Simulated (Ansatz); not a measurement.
## A series in volume scale on HfO2

All results are calculated (Ansatz 0.2.0). Free energy against uniform scaling of the volume at fixed shape and fractions; periodic cell, basis, potentials, k mesh and filling as listed.

The cell before it is scaled or strained (space group P4_2/nmc, No. 137):
```
CELL_PARAMETERS angstrom
3.55800 0.00000 0.00000
0.00000 3.55800 0.00000
0.00000 0.00000 5.17190
ATOMIC_POSITIONS crystal
Hf 0.50000 0.50000 0.50000
Hf 0.00000 0.00000 0.00000
O 0.00000 0.50000 0.69721
O 0.50000 0.00000 0.80279
O 0.50000 0.00000 0.30279
O 0.00000 0.50000 0.19721
```

Settings of every row: functional PBE; dispersion none; potentials PAW; wave cutoff 517.02 eV; density cutoff 2068.1 eV; k mesh 6x6x4; k shift 0x0x0; occupations fixed; smearing width 0 eV; spin none.

Limits: no spin-orbit coupling, which can matter with elements this heavy.

```csv
row,volume scale,V (Å³/atom),energy above lowest point (meV/atom)
1,0.94,10.257,91.8
2,0.96,10.476,?
3,0.98,10.694,30.6
4,1,10.912,13
5,1.02,11.13,3.1
6,1.04,11.349,0
7,1.06,11.567,3.2
```

Question: what energy above lowest point should row 2 give?

Worked fit of energy above lowest point. Take u = (V_r/V)^(2/3) − 1 with V_r = 11.021 Å³ an atom, which is twice the finite (Eulerian) strain; such expansions in the strain, on which the Birch-Murnaghan equation of state is built, carry the rest volume and the bulk modulus. The shown rows have u = 0.04906, 0.02028, 0.00665, -0.00654, -0.01936, -0.03172. Least squares give energy above lowest point = 7.15 + 753.2 × u + 19817 × u² meV/atom; a straight line predicts inner rows, each left out in turn, worse (root mean square 13 against 0.039 meV/atom). All shown rows lie on it to the printed digit. Its lowest point lies at u = -0.0190, or V = 11.34 Å³ an atom, and the curvature there gives the bulk modulus at fixed shape and fractions, B = (4/9)(1 + u)² E″(u)/V = 239 GPa. Letting shape and atoms relax would as a rule lower it, by much in layered, chain or molecular crystals. The withheld row has u = 0.03439, so the fit gives 7.15 + 753.2 × (0.03439) + 19817 × (0.03439)² = 56.5 meV/atom.

The calculation gave 56.5 meV/atom. The fit meets it to the printed digit.
